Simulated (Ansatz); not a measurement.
# ZrH: pressure against volume per atom

Results calculated with Ansatz 0.2.0, not measured. Periodic Kohn-Sham DFT of a crystal at fixed atoms; pressure and stress are positive in compression; the energy is the free energy less that of spherical unpolarised free atoms; site moments are those in the method's own spheres, positive along +z.

Cell of the first row (space group P4_2/mmc, No. 131):
```
cell vectors (Å)
   3.1766     0.0000     0.0000
   0.0000     3.1766     0.0000
   0.0000     0.0000     4.8470
atoms (fractions of the cell vectors)
Zr  0.00000  0.50000  0.00000
Zr  0.50000  0.00000  0.50000
H   0.00000  0.00000  0.75000
H   0.00000  0.00000  0.25000
```

Settings of every row: method all-electron PAW; functional PBEsol; relativity scalar; k mesh 9x9x6; filling fermi-dirac; smearing width 0.02 eV; nucleus gaussian.

Atom start moment: 0 on all atoms.

```csv
row,volume per atom (Å³),pressure (GPa)
1,12.227,?
2,12.748,-0.175
3,13.008,-2.556
4,13.138,-3.665
5,13.528,-6.69
```

Question: what pressure should row 1 give?

Worked fit of pressure. Take u = (V_r/V)^(2/3) − 1 with V_r = 13.073 Å³ an atom, which is twice the finite (Eulerian) strain; such expansions in the strain, on which the Birch-Murnaghan equation of state is built, carry the rest volume and the bulk modulus. The shown rows have u = 0.01692, 0.00333, -0.0033, -0.02255. Least squares give pressure = −3.1173 + 167.267 × u + 391.72 × u² GPa; a straight line predicts inner rows, each left out in turn, worse (root mean square 0.098 against 6.2e-05 GPa). All shown rows lie on it to the printed digit. The withheld row has u = 0.04561, so the fit gives −3.1173 + 167.267 × (0.04561) + 391.72 × (0.04561)² = 5.327 GPa.

The calculation gave 5.288 GPa. The fit lies 0.039 GPa (0.33 % of the column's range) above it; its largest miss of a shown row is 0.000 GPa. This row lies beyond the range of the fit.
